**Q.** I want to sanity-check computed carbon shifts at the bench. Which sizes should I carry in my head?

**A.** Three. The diamagnetic shielding of a carbon nucleus is about 250 ppm and varies by only some 20 ppm among the carbons here. The paramagnetic part is about $-90$ ppm for a CH2 carbon and about $-200$ ppm for a carbon in a π bond. The difference, some 110 ppm, is the main step on the 13C scale in this molecule, computed with PBE0 and a double-zeta basis.

Non-relativistic GIAO NMR shieldings of C7H5ClFN, SMILES N#C/C(F)=C1/CC/C1=C\Cl, from PySCF 2.14.0 at PBE0/pcSseg-1 with density fitting, in the gas phase at the GFN2-xTB geometry. Shifts are relative to CFCl3 (19F), HCl (35Cl), NH3 (15N) and TMS (13C, 1H) at the same level. The span is the highest less the lowest principal value of the shielding.

| atom | equivalent | bonded to | shift (ppm) | shielding (ppm) | paramagnetic part (ppm) | span (ppm) | IAO charge (e) |
| --- | --- | --- | --- | --- | --- | --- | --- |
| N1 | 1 | C | 341.1 | -73.3 | -413.0 | 420 | -0.21 |
| C2 | 1 | C N | 118.6 | 68.3 | -195.2 | 335 | 0.12 |
| C3 | 1 | C C F | 135.5 | 51.5 | -192.9 | 121 | 0.22 |
| F4 | 1 | C | -141.4 | 312.4 | -159.0 | 95 | -0.25 |
| C5 | 1 | C C C | 145.6 | 41.4 | -217.2 | 200 | 0.00 |
| C6 | 1 | C C H H | 26.3 | 160.6 | -88.2 | 26 | -0.27 |
| C7 | 1 | C C H H | 27.3 | 159.6 | -90.4 | 22 | -0.27 |
| C8 | 1 | C C C | 141.0 | 45.9 | -210.7 | 195 | -0.01 |
| C9 | 1 | C Cl H | 135.8 | 51.2 | -199.6 | 178 | -0.17 |
| Cl10 | 1 | C | 216.3 | 733.5 | -413.0 | 359 | 0.01 |
| H11 | 2 | C | 3.0 | 28.7 | 0.1 | 9 | 0.16 |
| H13 | 2 | C | 2.9 | 28.9 | -0.2 | 9 | 0.16 |
| H15 | 1 | C | 7.2 | 24.5 | -7.4 | 10 | 0.19 |

Atoms are numbered in SMILES order with hydrogens last, and equivalent ones are averaged. C6 and C7 are the ring CH2 groups, C3=C5 and C8=C9 the exocyclic double bonds, and C2 the nitrile carbon. The shielding is $\sigma=\sigma_d+\sigma_p$, with $\sigma_p$ the paramagnetic part and $\sigma_d$ the diamagnetic remainder. The shift is $\delta=\sigma_{\rm ref}-\sigma$, with $\sigma_{\rm ref}=186.9$ ppm for carbon. Each element has its own reference, so shifts compare only within an element.

**Q.** Can I get the diamagnetic part on paper?

**A.** Yes, from the Lamb formula for a spherical atom. In atomic units, with $\alpha$ the fine-structure constant,

$$\sigma_d=\frac{\alpha^2}{3}\sum_i\langle 1/r\rangle_i ,\qquad \langle 1/r\rangle=\frac{Z_{\rm eff}}{n^2},\qquad \frac{\alpha^2}{3}=17.75\ \text{ppm}.$$

Slater's rules give carbon two $n=1$ electrons with $Z_{\rm eff}=6-0.30=5.70$ and four $n=2$ electrons with $Z_{\rm eff}=3.25$. The sum is $2(5.70)+4(3.25)/4=14.65$, so $\sigma_d=14.65\times17.75=260$ ppm. Nothing is fitted. The seven carbons lie between 244 and 264 ppm, and relative to the table the formula is within 6.4 % for every C, N, F and Cl row. It works because about three quarters of the carbon sum comes from the 1s core, which bonding leaves alone. Hydrogen has no core, and there the formula is about 40 % too low.

**Q.** And the rule for the shift itself?

**A.** Since $\sigma_d$ is nearly constant, two levels of $\sigma_p$ give two levels of shift. Count the neighbours, set $p=1$ for fewer than four and $p=0$ otherwise, and use

$$\delta({\rm C})\approx 27+108\,p\ \text{ppm}.$$

The first constant is the mean shift of the CH2 carbons and the second is the difference between the two class means, 26.8 and 108.5 ppm unrounded. All seven carbons enter. The numbers show that the step is paramagnetic: $+113.8$ ppm comes from $\sigma_p$ and $-5.4$ ppm from $\sigma_d$.

C6 has four neighbours. With the class means of the parts, $\sigma=249.4-89.3=160.1$ ppm and $\delta=186.9-160.1=26.8$ ppm, against 26.3 in the table. C5 has three, so $\sigma=254.8-203.1=51.7$ ppm and $\delta\approx135$ ppm, against 145.6: the rule is 10 ppm low. Both rows were part of the fit, and with C5 left out its error grows to 13 ppm. The Lamb value is too coarse to substitute here. For C6 it gives $186.9-(260-89.3)\approx16$ ppm, since a few percent of 260 is already 10 ppm.

**Q.** Why should a π bond double the paramagnetic part?

**A.** This is argued from theory. The field acts through the angular momentum about its own direction, which turns one carbon p orbital into another and so mixes occupied with empty orbitals, the more strongly the smaller their energy gap. A saturated carbon has essentially only σ→σ* excitations of its own, which lie high. In a C=C bond a field in the molecular plane turns an in-plane σ orbital into π*, which lies low, while a field normal to the plane still finds only σ→σ*. A rotation never connects $p_z$ with $p_z$ on one atom, so π→π* does little locally. The 4.64 eV HOMO–LUMO gap of this calculation, presumably of that type, is then the wrong energy to use.

Although their directions are not given, the principal values of the same calculation have the unevenness this predicts. They average 148/160/172 ppm for CH2 and $-48$/65/125 ppm for C=C, so the lowest falls by about 200 ppm and the highest by about 50. The span, highest less lowest, shows this in one column: 22–26 ppm for CH2 and 121–200 ppm for C=C.

The Karplus–Pople form separates bond counting from energy:

$$\sigma_p=-\frac{\alpha^2}{2}\,\langle r^{-3}\rangle_{2p}\,\frac{\sum Q}{\Delta E}.$$

Here $\Delta E$ is a mean excitation energy and $\sum Q$ a sum of bond-order products. A non-polar carbon has 2 on its own atom. A double bond adds $-\tfrac23(-\tfrac23)(1)=\tfrac49$ from its σ and π orders, and a triple bond adds $-\tfrac23(1-\tfrac12-\tfrac12)=0$. With one $\Delta E$, the ratios to CH2 would be 1.22 and 1.00, whereas the table gives 2.30 and 2.19. Ideal bond counting therefore cannot supply the step, and with $\langle r^{-3}\rangle$ held fixed the rest falls on $\Delta E$, which must drop by about half. The energies so implied are bookkeeping and not real excitations, partly because the GIAO split into two parts is a convention.

**Q.** How far can I trust the rule over the table?

**A.** The rms error against the computed shifts is 7.7 ppm, or 9.7 ppm when each row is predicted from the others, on a carbon range of 119 ppm; the printed output after this text lists each row. The worst row is C2, at 118.6 ppm, 17 ppm below the rule. Its principal values are $-45$/$-40$/290 ppm. Two directions are as deshielded as the lowest one of C=C, and the third is very high, as theory requires along the axis of a cylindrical bond, where rotation mixes nothing. This favours a triple-bonded carbon sitting below a double-bonded one, but it covers at most half of the miss: $-7.9$ ppm of C2's departure from the rule is paramagnetic and $-8.7$ ppm diamagnetic. A separate level for it leaves C=C at 139.5 ppm with an rms of 4 ppm, but rests on one row and is untested.

Two good results deserve suspicion. C3 is hit within 0.2 ppm because departures of $-10$ ppm in the paramagnetic and $+10$ ppm in the diamagnetic contribution cancel. C9 is hit within 0.5 ppm, but the calculation leaves out spin-orbit shielding from Cl, and such shifts are known to come out too high. Its tie with C3, and the 8 ppm lowering that the halogen-bearing pair suggests, are unreliable. The saturated level rests on two near-identical allylic CH2 groups of a four-membered ring, whose 1 ppm difference is too small to interpret with this basis and an xTB geometry. It says nothing tested about a saturated carbon bearing O or F, and the π level says nothing about a carbonyl. All errors are relative to a gas-phase, single-conformer calculation without vibrational averaging, and not to a spectrum.

**Q.** Electron-poor carbons should appear downfield. Why not use the charge?

**A.** A line in the IAO charge, the partial charge from intrinsic atomic orbitals, through all seven carbons leaves an rms of 34 ppm, and Hirshfeld and ESP charges do worse. Added to the rule, charge should act by contracting the 2p orbital: $Z_{\rm eff}=3.25+0.35q$ in $\langle r^{-3}\rangle$ gives $+66$ ppm/e. The four C=C carbons cover $0.22+0.17=0.39$ e, which would mean 26 ppm, yet their fitted slope is $-3$ ppm/e. A lower C9 would tilt that slope upward, but C3, the most positive, would still lie 10 ppm below the neutral C5.

**Q.** Is there anything comparable for the other nuclei?

**A.** Only $\sigma_d$. N, F and Cl have one row each, so no shift rule can be tested, and the equal $-413.0$ ppm of N1 and Cl10 is coincidence. The vinylic H15 lies about 4 ppm above the CH2 hydrogens, roughly $+7$ from $\sigma_p$ and $-3$ from $\sigma_d$.

One check is free for a cylindrical site. With no paramagnetic term along the axis, $\sigma_p=\tfrac23\sigma_{p,\perp}$, so the span is about $-1.5\,\sigma_p$. For C2 this gives 293 against 335 ppm, 13 % low. It overshoots by 151 % for F4 and 73 % for Cl10, whose bonds to a planar carbon are not cylindrical. It also overshoots by 48 % for N1. There the highest principal value is little more than half of the diamagnetic part of 340 ppm, which a cylindrical site would roughly keep along its axis, and the two lower ones are unequal. Mixing with the π* system of the diene is a guess at the cause, untested here. Why does the nitrogen lose part of its axial character while the carbon bonded to it keeps nearly all of its own?

Printed output of the fit:

```
Table rounding: 0.05 ppm per entry, 0.1 ppm for a difference
Reference shielding (shift+shielding), ppm: C 186.9, H 31.7, N 267.8, F 171.0, Cl 949.8
Diamagnetic part (shielding - paramagnetic) vs Lamb/Slater; alpha^2/3 = 17.75 ppm
  C: Lamb 260.0, table 244.4 to 263.5 ppm, error -1.3 to +6.4 %
  N: Lamb 324.4, table 339.7 to 339.7 ppm, error -4.5 to -4.5 %
  F: Lamb 470.4, table 471.4 to 471.4 ppm, error -0.2 to -0.2 %
  Cl: Lamb 1133.3, table 1146.5 to 1146.5 ppm, error -1.2 to -1.2 %
  H: Lamb 17.8, table 28.6 to 31.9 ppm, error -44.4 to -37.9 %
Rule: shift(C) = 26.8 + 108.5 x [pi bond] ppm; pi level 135.3
  step = +113.8 paramagnetic -5.4 diamagnetic; mean para -89.3 / -203.1, mean dia 249.4 / 254.8
  atom, table, rule, table-rule (from para, from dia), left-out error, ppm
  C2: 118.6, 135.3, -16.7 (-7.9, -8.7), -20.9
  C3: 135.5, 135.3, +0.2 (-10.2, +10.4), +0.2
  C5: 145.6, 135.3, +10.3 (+14.1, -3.8), +12.9
  C6: 26.3, 26.8, -0.5 (-1.1, +0.6), -1.0
  C7: 27.3, 26.8, +0.5 (+1.1, -0.6), +1.0
  C8: 141.0, 135.3, +5.7 (+7.6, -1.8), +7.1
  C9: 135.8, 135.3, +0.5 (-3.5, +4.0), +0.6
  rms 7.7, left-out rms 9.7, worst C2; carbon range 119.3 ppm
Third class for sp (one row): C=C mean 139.5, worst C=C 6.1, rms C=C 4.2 ppm
  C=C with halogen 135.7, without 143.3, difference -7.7 ppm
Shift against charge, carbon (slope ppm/e, rms ppm)
  IAO: all 7 slope +206, rms 33.9; four C=C slope -3, rms 4.1
  Hirshfeld: all 7 slope +566, rms 38.3; four C=C slope -33, rms 3.9
  ESP: all 7 slope +56, rms 47.6; four C=C slope +5, rms 4.0
  slope from Zeff = 3.25+0.35q in <r^-3> for C=C: +66 ppm/e
Karplus-Pople: <r^-3> = 1.43 au, alpha^2/2 = 26.6 ppm
  sp3: sum Q 2.00 (ratio 1.00), para -89.3 (ratio 1.00), needed dE 23.2 eV; low/mid/high shielding 148/160/172
  sp2: sum Q 2.44 (ratio 1.22), para -205.1 (ratio 2.30), needed dE 12.4 eV; low/mid/high shielding -48/65/125
  sp: sum Q 2.00 (ratio 1.00), para -195.2 (ratio 2.19), needed dE 10.6 eV; low/mid/high shielding -45/-40/290
  HOMO-LUMO gap of the run 4.64 eV
Span, ppm: CH2 22-26, C=C 121-200; linear relation -1.5 x para:
  C2: relation 293, table 335, error -13 %
  N1: relation 620, table 420, error +48 %
  F4: relation 238, table 95, error +151 %
  Cl10: relation 620, table 359, error +73 %
H15 less CH2 hydrogens: shift +4.25 = +7.35 para -3.05 dia, ppm
```
